## One silyl group on eight carriers

The marked atom is the Si of *[SiH2]Cl, bonded at * to a C of each carrier (SMILES). Its 2p3/2 binding energy (from the vacuum level) is from delta-SCF with unrestricted SCAN, spin-free X2C, pcX-2 on Si and pcseg-1 elsewhere. Charges and non-relativistic shieldings are PBE0/pcSseg-1; all runs use PySCF 2.14.0, density fitting, gas phase and PBE0-D3(BJ)/def2-SVP geometries.

```tsv
carrier	formula	atoms on the carrying C	bond to the carrier (Å)	point group	torsion about that bond, heaviest neighbours (°)	binding energy, marked atom (eV)	IAO charge, marked atom (e)	Hirshfeld charge, marked atom (e)	NMR shielding, marked atom (ppm)
*C#CC	C3H5ClSi	C	1.816	C1	n/a	107.87	0.82	0.36	395.0
*C#C	C2H3ClSi	C	1.826	Cs	n/a	108.27	0.82	0.37	393.1
*C=O	CH3ClOSi	H O	1.929	C1	177	108.24	0.74	0.35	397.1
*CC#N	C2H4ClNSi	C H H	1.897	C1	65	108.46	0.83	0.38	358.2
*CC	C2H7ClSi	C H H	1.873	Cs	179	107.58	0.80	0.35	352.2
*CCl	CH4Cl2Si	Cl H H	1.882	Cs	180	108.10	0.81	0.34	368.7
*C(F)(F)F	CH2ClF3Si	F F F	1.931	Cs	60	108.73	0.77	0.34	372.5
*C	CH5ClSi	H H H	1.876	Cs	2	107.78	0.81	0.36	355.1
```

### 1. How far can a core level move when silicon keeps the same direct neighbours?

By about one electronvolt. In every molecule of the table silicon is bonded to one carbon, one chlorine and two hydrogens, yet its 2p$_{3/2}$ binding energy, counted from the vacuum level, spans 1.15 eV, from the ethyl to the trifluoromethyl carrier. The change comes from how the carbon is bonded and from what sits behind it.

Replacing one hydrogen of the methyl carrier by chlorine raises the binding energy by 0.32 eV, and replacing all three by fluorine raises it by 0.95 eV. In a photoelectron spectrum, a shift of this size between two molecules is therefore no proof that an atom bonded to silicon has been exchanged.

### 2. Does the most positive silicon hold its core electrons most tightly?

No. The trifluoromethyl carrier has the highest binding energy, but its silicon has an IAO charge of only 0.77 e, against 0.81 e with methyl. The two alkynyl carriers have the same IAO charge to two digits and still differ by 0.40 eV. The charges, like the shieldings further on, are PBE0/pcSseg-1 values.

The rule "more positive atom, deeper core level" tells half the story. It counts the valence electrons that silicon itself has lost and leaves out the electric potential that all the other atoms produce at the silicon core.

### 3. What do the other atoms add?

A positive atom nearby makes it harder to remove an electron, and a negative one makes it easier. Relative to the methyl carrier, the 2p level should deepen by

$$\Delta E \approx k\,\Delta q_{\mathrm{Si}} + \Delta\sum_j \frac{e^2 q_j}{R_j}.$$

Here $q_{\mathrm{Si}}$ is the charge of silicon, and $q_j$ is the charge of another atom at distance $R_j$ from it. The constant $k$ is the potential energy that one valence electron of silicon gives a core electron. Slater's rule for the valence shell puts it at $27.21\ \mathrm{eV}\times 4.15/9 = 12.55$ eV per unit charge.

Take trifluoromethyl, with Hirshfeld charges and $e^2 = 14.4$ eV Å. Silicon's own charge falls from 0.364 to 0.340 e, which lowers the binding energy:

$$12.55\times(0.340-0.364) = -0.30\ \mathrm{eV}.$$

The carbon on silicon turns from negative to positive:

$$14.4\times\left(\frac{0.166}{1.93}+\frac{0.209}{1.88}\right) = +2.84\ \mathrm{eV}.$$

Behind it, three negative fluorines replace three positive hydrogens:

$$14.4\times\left(-\frac{0.285}{2.72}-\frac{0.149}{2.49}\right) = -2.37\ \mathrm{eV}.$$

The chlorine and the hydrogens on silicon become less negative, which adds 0.67 eV. The total is $-0.30+2.84-2.37+0.67 = 0.84$ eV. The computed 2p orbital energy, taken from SCAN before ionisation, deepens by 0.93 eV.

The carbon wins over the fluorines because it is closer. A polar bond on the carrier raises silicon's binding energy when its positive end points towards silicon, even if silicon's own charge drops.

### 4. How far can this estimate be trusted?

It gives the direction for polar carriers, but it doesn't rank all eight. Over the seven shifts from methyl it misses the computed orbital energies by 0.3 eV rms with Hirshfeld charges and by 0.7 eV with IAO charges. The second error is larger than most of the shifts themselves.

The two sets of charges fail in different places. IAO charges overshoot where carbon carries fluorine or a doubly bonded oxygen; for trifluoromethyl they give 2.6 eV. Hirshfeld charges fail for the alkynyls and even give propynyl the wrong sign. There is no unique way to divide electrons among atoms, and a point charge ignores the shape of the electron cloud around each of them.

For the two alkynyls the Hirshfeld error is nearly the same, so most of it cancels in their difference. Going from ethynyl to propynyl, the estimate gives a drop of 0.35 eV with IAO charges and 0.38 eV with Hirshfeld charges, against 0.31 eV in the computed orbital energies. The output printed after the text lists both versions for every carrier.

### 5. Why does a longer hydrocarbon carrier lower the binding energy?

The table holds two such pairs: methyl becomes ethyl, and ethynyl becomes propynyl. In both, a hydrogen is replaced by a methyl group, and the binding energy drops by 0.20 and 0.40 eV.

Part of the drop exists before any electron is removed. With a methyl group at its far end, propynyl leaves more electrons on the SiH$_2$Cl group than ethynyl does. In both sets of charges the chlorine and the hydrogens on silicon become more negative, and this gives about half of the estimated drop. The other half comes almost wholly from the carrier with IAO charges, but mostly from silicon's own charge with Hirshfeld charges, so its origin depends on how the electrons are divided among the atoms.

In ethyl the chlorine and the hydrogens on silicon are no more negative than in methyl. Silicon's own charge falls slightly there, but with IAO charges the other atoms cancel the effect, so the estimate doesn't settle the cause.

The orbital energies leave about 0.1 eV of the drop unexplained, and they do so in both pairs. This is what better screening would give: once the core hole exists, the remaining electrons shift towards it, and a larger carrier has more electrons that can do so. The assignment is an argument from theory, because the same difference also contains any change in the error of the orbital energies.

For a related carrier, two questions then give a first guess. Does an electron-withdrawing atom or group replace hydrogen on the carbon? In the three cases here that raises the binding energy. Does the change merely put a methyl group in place of a hydrogen? In both pairs here that lowers it. Neither question covers the rise of 0.49 eV from methyl to ethynyl, where the bonding of the carbon itself changes.

### 6. Would an NMR spectrum put the carriers in the same order?

It would sort them by another property. The two alkynyls and formyl, whose carbon has a multiple bond, have silicon shieldings between 393 and 397 ppm. The five carriers with a saturated carbon lie between 352 and 373 ppm. Going from ethynyl to cyanomethyl raises the binding energy by 0.19 eV, but lowers the shielding by 35 ppm.

The reason lies in what each experiment probes. A core level responds to the potential at the atom. The shielding also depends on how easily a magnetic field mixes occupied and empty valence orbitals around silicon, which is its paramagnetic part. That part varies by 45 ppm over the table, whereas the diamagnetic part, set by the electron density around the nucleus, varies by only 2 ppm.

Why a multiple bond at the carbon weakens the paramagnetic part remains open here. The length of the Si–C bond isn't the key: it is short in the alkynyls and long in formyl, yet their shieldings nearly agree. These shieldings are non-relativistic, so the differences deserve more trust than the absolute values.

### 7. Which digits survive if another core level is ionised?

Reading the 2p$_{1/2}$ line instead of 2p$_{3/2}$ adds 0.63 eV for every carrier and leaves the shifts as they are. Ionising the 1s level is a harder test. That level lies far deeper, but a change of potential from the surroundings should move both levels almost equally. The 1s and 2p shifts from methyl agree within 0.03 eV for the carriers with a saturated carbon, but differ by up to 0.09 eV for the alkynyls and formyl. Part of this difference may be real, since a 2p hole has a direction in space and a 1s hole doesn't. A shift meant to hold for either level is good to about 0.1 eV.

This matters for close pairs. Ethynyl lies 0.03 eV above formyl in the 2p level, but $0.575-0.403 = 0.17$ eV above it in the 1s level. The 2p gap alone can't rank the two. The rise of almost 1 eV from methyl to trifluoromethyl appears in both levels and is safe against this test.

### 8. Does the shape of the molecule matter for these shifts?

It may, and the table holds only one conformer of each molecule. In the methyl compound a hydrogen of the methyl group lies directly over the chlorine, with a torsion of 2°. This eclipsed shape is probably the top of a rotational barrier and not a minimum. Turning the methyl group would change every shift quoted from that reference by the same amount, and would leave the differences among the other seven carriers untouched.

Those seven are not all alike either. The chain is stretched away from chlorine in the ethyl and chloromethyl compounds, but turned to 65° in cyanomethyl. How much of cyanomethyl's high binding energy belongs to this shape is untested, so its place just below trifluoromethyl holds for the conformer computed.

Numerical output:

```
Shifts from the methyl carrier in eV:
        row  Si 2p binding energy  Si 2p orbital energy  remainder  Si 1s binding energy
      *C#CC                  0.09                 0.246     -0.156                 0.177
       *C#C                  0.49                 0.553     -0.063                 0.575
       *C=O                  0.46                 0.512     -0.052                 0.403
      *CC#N                  0.68                 0.825     -0.145                 0.682
        *CC                  -0.2                -0.102     -0.098                -0.213
       *CCl                  0.32                 0.418     -0.098                 0.329
  *C(F)(F)F                  0.95                 0.926      0.024                 0.929
         *C                     0                     0          0                     0
Point-charge estimate of the orbital-energy shift in eV:
        row  own charge IAO  neighbours IAO    sum IAO  own charge Hirshfeld  neighbours Hirshfeld  sum Hirshfeld
      *C#CC          0.1493         0.03627     0.1856              -0.08281               -0.2587        -0.3415
       *C#C          0.1619          0.3696     0.5315               0.07403              -0.03571        0.03832
       *C=O         -0.9386           2.164      1.225               -0.1669                0.7954         0.6285
      *CC#N          0.1957          0.7549     0.9506                0.1581                  0.62         0.7781
        *CC         -0.1179          0.1156  -0.002312               -0.1581               0.07953       -0.07857
       *CCl        -0.01757          0.5588     0.5413               -0.2635                0.4092         0.1457
  *C(F)(F)F         -0.5119           3.131      2.619               -0.2986                 1.142          0.843
         *C               0               0          0                     0                     0              0
Slater estimate of k in eV per e: 12.55
Range of the Si 2p binding energy in eV: 1.15
Correlation of binding energy with IAO charge: -0.262
Correlation of binding energy with shielding: 0.2513
Rms miss of the sum with IAO charges over seven shifts in eV: 0.6991
Rms miss of the sum with Hirshfeld charges over seven shifts in eV: 0.3179
Rms miss of own IAO charge alone over seven shifts in eV: 0.8384
Ethynyl less propynyl, binding energy in eV: 0.4
Ethynyl less propynyl, orbital energy in eV: 0.307
Cyanomethyl less ethynyl, shielding in ppm: -34.9
Spread of the diamagnetic part in ppm: 2.32
Spread of the paramagnetic part in ppm: 45.34
Largest difference between 1s and 2p shifts in eV: 0.087
Ethynyl less formyl in eV, from 2p: 0.03
```
